**Student:** My notes say an injected laser locks for $-\eta\sqrt{1+\alpha^2}<\Delta\omega<\eta$, and that both limits follow from keeping the carriers below threshold. I don't see how one condition gives two such different edges.

**Lecturer:** It gives one of them. Take the smallest model: one mode, one carrier pool, linear gain. The optical field is $\mathrm{Re}[E\,e^{i\omega_m t}]$ with $\omega_m$ the master frequency, $E=\sqrt S\,e^{i\phi}$, $S$ the photon number and $\phi$ the slave phase minus the master phase. Let $\Delta\omega=\omega_m-\omega_{\rm free}$, and let $n=g(N-N_{\rm th})$ be the gain rate above the photon loss rate $\gamma_p$. Then

$$\dot E=\tfrac12(1+i\alpha)\,nE-i\Delta\omega E+\kappa\sqrt{S_{\rm inj}},$$

$$\dot n=g\gamma_pS_0-\gamma_Nn-g(\gamma_p+n)S .$$

$S_0$ is the free-running photon number, $\gamma_N$ the carrier decay rate, and $\alpha>0$ because added carriers lower the index and raise the cavity frequency.

**Student:** And $\kappa$?

**Lecturer:** In a Fabry–Perot cavity the injected field adds once per round trip, so $\kappa=1/\tau_{\rm in}$ if $S_{\rm inj}/S$ is the power ratio just inside the facet. In a DFB the grating and facet change the prefactor, so there $1/\tau_{\rm in}$ is an assumption. Define $\eta=\kappa\sqrt{S_{\rm inj}/S}$, divide the field equation by $E$ and set its real and imaginary parts to zero:

$$n=-2\eta\cos\phi,\qquad \Delta\omega=\tfrac12\alpha n-\eta\sin\phi .$$

Eliminating $n$, with $\psi=\arctan\alpha$,

$$\Delta\omega=-\eta\,(\alpha\cos\phi+\sin\phi)=-\eta\sqrt{1+\alpha^2}\,\sin(\phi+\psi).$$

**Student:** A sine runs from $-1$ to $1$. That range is symmetric.

**Lecturer:** As a condition for existence it is. Eliminate $\phi$ instead. Squaring and adding gives $n^2/4+(\Delta\omega-\alpha n/2)^2=\eta^2$, a quadratic with roots

$$n_\pm=\frac{2\left[\alpha\Delta\omega\pm\sqrt{(1+\alpha^2)\eta^2-\Delta\omega^2}\right]}{1+\alpha^2}.$$

They are real for $|\Delta\omega|\le\eta\sqrt{1+\alpha^2}$. Now ask when the lower root satisfies $n_-\le0$. For $\Delta\omega\le0$ it always does. For $\Delta\omega>0$ you need $\alpha^2\Delta\omega^2\le(1+\alpha^2)\eta^2-\Delta\omega^2$, which is $\Delta\omega\le\eta$. So the lower edge, at $\phi=90^\circ-\psi$, is where the two roots merge, and the upper edge, at $\phi=-90^\circ$, is where $N=N_{\rm th}$. That is your formula, exact in this model as the range of steady states with $n\le0$. For $\alpha=0$ both edges become Adler's $\pm\eta$.

**Student:** But $\eta$ contains $S$, which moves. You called it exact.

**Lecturer:** Exact with the locked $S$. The carrier equation gives it in closed form: with $\delta=2\eta\cos\phi/\gamma_p$ and $b=\gamma_N/gS_0$,

$$S/S_0=\frac{1+b\delta}{1-\delta}.$$

Take assumed inputs, typical of a 1.55 µm InGaAsP/InP DFB: length 300 µm, group index 3.6, $\alpha=3$, photon lifetime 2 ps ($\gamma_p=500$ ns$^{-1}$), $\gamma_N=1$ ns$^{-1}$, and a bias that puts the relaxation frequency $f_R$ at 5 GHz. Then $\tau_{\rm in}=2n_gL/c=7.2$ ps and $\kappa=138.8$ ns$^{-1}$. At $S_{\rm inj}/S=-30$ dB the field ratio is 0.0316, so $\eta=4.39$ ns$^{-1}$ and $\psi=71.6^\circ$. With $\Omega_0=2\pi f_R=31.4$ ns$^{-1}$ and $\Omega_0^2=g\gamma_pS_0$, we get $gS_0=1.97$ ns$^{-1}$ and $b=0.507$. The model's range is

$$-2.21\ \text{GHz}<\Delta\omega/2\pi<+0.70\ \text{GHz},$$

that is, the master up to 17.7 pm longer or 5.6 pm shorter in wavelength. The width is 2.91 GHz, against 1.40 GHz for $\alpha=0$, and both scale with the assumed $\kappa$.

| $\phi$ (deg) | $\Delta\omega/2\pi$ (GHz) | $n$ (ns$^{-1}$) | $S/S_0$ | $H/\Omega^2$ (ns$^{-1}$) |
|---|---|---|---|---|
| 18.4 | −2.21 | −8.33 | 1.026 | 11.8 |
| −71.6 | 0 | −2.78 | 1.008 | −8.0 |
| −90 | 0.70 | 0 | 1 | −10.2 |
| −161.6 | 2.21 | 8.33 | 0.975 | −5.4 |

The last column comes later. If you hold $S_{\rm inj}/S_0$ at $-30$ dB instead, the upper edge stays, since $S=S_0$ there. At the lower edge, solving for $S$ self-consistently lowers $\eta$ by 1.2 per cent and gives $-2.18$ GHz.

**Student:** Why does the long-wavelength side win?

**Lecturer:** Injected light lets the slave run on less gain, fewer carriers raise the index, and the cavity shifts red by $\alpha n/2$. At the lower edge that shift supplies $-1.99$ GHz and the direct pull $-\eta\sin\phi$ only $-0.22$ GHz.

**Student:** I still distrust the upper edge. Nothing in those equations forbids $n>0$.

**Lecturer:** Nothing does, so test stability. Linearise in $u=\ln\sqrt S$, $\phi$ and $n$ at fixed $S_{\rm inj}$, remembering $\eta\propto e^{-u}$. Write $c_\phi=\cos\phi$, $s_\phi=\sin\phi$, $\Gamma=\gamma_N+gS$ and $\Omega^2=g(\gamma_p+n)S$. Perturbations $e^{\lambda t}$ obey

$$(\lambda+\Gamma)\left[(\lambda+\eta c_\phi)^2+\eta^2s_\phi^2\right]+\Omega^2\left(\lambda+\eta c_\phi-\alpha\eta s_\phi\right)=0 .$$

This is $\lambda^3+a_2\lambda^2+a_1\lambda+a_0=0$ with $a_2=\Gamma+2\eta c_\phi$, $a_1=\Omega^2+\eta^2+2\eta c_\phi\Gamma$ and $a_0=\Gamma\eta^2+\Omega^2\eta(c_\phi-\alpha s_\phi)$. The Routh–Hurwitz conditions are $a_2>0$, $a_0>0$ and

$$H=a_2a_1-a_0=\Omega^2\left[\Gamma+\eta(c_\phi+\alpha s_\phi)\right]+2\eta c_\phi\left(\Gamma^2+\eta^2+2\eta c_\phi\Gamma\right)>0 .$$

**Student:** What does $a_0$ select?

**Lecturer:** The root. From the steady-state relations $\eta(c_\phi-\alpha s_\phi)=\alpha\Delta\omega-(1+\alpha^2)n/2$, which is plus the square root on $n_-$ and minus it on $n_+$. So $n_-$ always has $a_0>0$, while $n_+$ is a saddle once the root exceeds $\Gamma\eta^2/\Omega^2$. Here $\Gamma\eta/\Omega^2=0.013$, which moves the fold at the lower edge only $0.24^\circ$ past $90^\circ-\psi$. That edge is a true saddle-node boundary.

**Student:** And at the threshold edge?

**Lecturer:** Put $\phi=-90^\circ$: $H=\Omega^2(\Gamma-\alpha\eta)$, exactly. If $\alpha\eta<\Gamma$, that state is stable and so are its neighbours above threshold. If $\alpha\eta>\Gamma$, it is already unstable. Here $\alpha\eta=13.2$ ns$^{-1}$ against $\Gamma=2.97$ ns$^{-1}$. Solving $H=0$ with the exact $S(\phi)$ gives $\phi=-32.6^\circ$ and $\Delta\omega/2\pi=-1.39$ GHz. This is a Hopf bifurcation: the power starts to oscillate at $\sqrt{a_1}/2\pi=5.1$ GHz, and $H$ stays negative up to $+2.21$ GHz. In this model only a band 0.82 GHz wide next to the lower edge is stably locked, and zero detuning lies outside it.

**Student:** Then the threshold edge is simply wrong.

**Lecturer:** It is a limit, and it is right in two cases. First, strong injection. When the term $2\eta^3c_\phi$ outweighs $\alpha\eta\Omega^2$, the sign of $H$ follows $\cos\phi$. The carriers are then too slow to respond, and the field roots tend to $\lambda=n/2\pm i\eta s_\phi$: light at the shifted cavity resonance grows if the gain exceeds the loss. The boundary sits at $\cos\phi\approx\alpha\Omega_0^2/2\eta^2$, which is small only for ratios well above $\alpha\Omega_0^2/2\kappa^2$, here $-11$ dB. At $-30$ dB we are far below that.

**Student:** And the second case?

**Lecturer:** Other modes. They see the same carriers but no injection, and start to lase when $n$ exceeds their extra loss. If that margin is nearly zero, as for neighbouring Fabry–Perot modes, $n\le0$ is imposed from outside our model. For a DFB, an assumed typical side-mode power-loss margin of $0.5/L$ is $0.5c/n_gL=139$ ns$^{-1}$, far above the largest $n$ in the table, 8.33 ns$^{-1}$. This mechanism does not act in our device.

**Student:** Your damping looks small. Real lasers have gain compression.

**Lecturer:** That is the neglected term that matters. The free-running damping is written $Kf_R^2+\gamma_N$. Our model has $K=4\pi^2/\gamma_p=0.079$ ns, whereas a typical value for such lasers is about 0.3 ns, so at 5 GHz the model's 2.97 ns$^{-1}$ falls well short of the typical 8.5 ns$^{-1}$. Compression adds a decay rate $\mu$ to the $u$ equation. To leading order in $\Omega^2$ it only replaces $\Gamma$ by $\Gamma+\mu$ in the bracket of $H$, and it barely touches the steady states, since $S$ changes by under 3 per cent. The bracket can be written $\Gamma+\mu+\eta\sqrt{1+\alpha^2}\cos(\phi-\psi)$.

**Student:** So the test is total damping against $\eta\sqrt{1+\alpha^2}$.

**Lecturer:** Yes, and that is 13.9 ns$^{-1}$. At 5 GHz, 8.5 ns$^{-1}$ is too little. It widens the stable band beyond the model's 0.82 GHz, but zero detuning needs 11.1 ns$^{-1}$ and still oscillates. Raise the bias to $f_R=7$ GHz at the same ratio: the damping is 15.7 ns$^{-1}$, the bracket is positive for every $\phi$, and the model locks over the full symmetric range $\pm2.21$ GHz, above-threshold states included.

**Student:** So what do I keep of the formula?

**Lecturer:** The sine relation and the lower edge $-\eta\sqrt{1+\alpha^2}$, which hold with the locked $S$. The upper edge $+\eta$ marks where the carriers return to threshold, and it bounds locking under strong injection or with a nearly degenerate second mode. For a single-mode DFB at $-30$ dB the upper limit is set by $H=0$ when the damping is well below $\eta\sqrt{1+\alpha^2}$, and by the second fold at $+\eta\sqrt{1+\alpha^2}$ when it is above.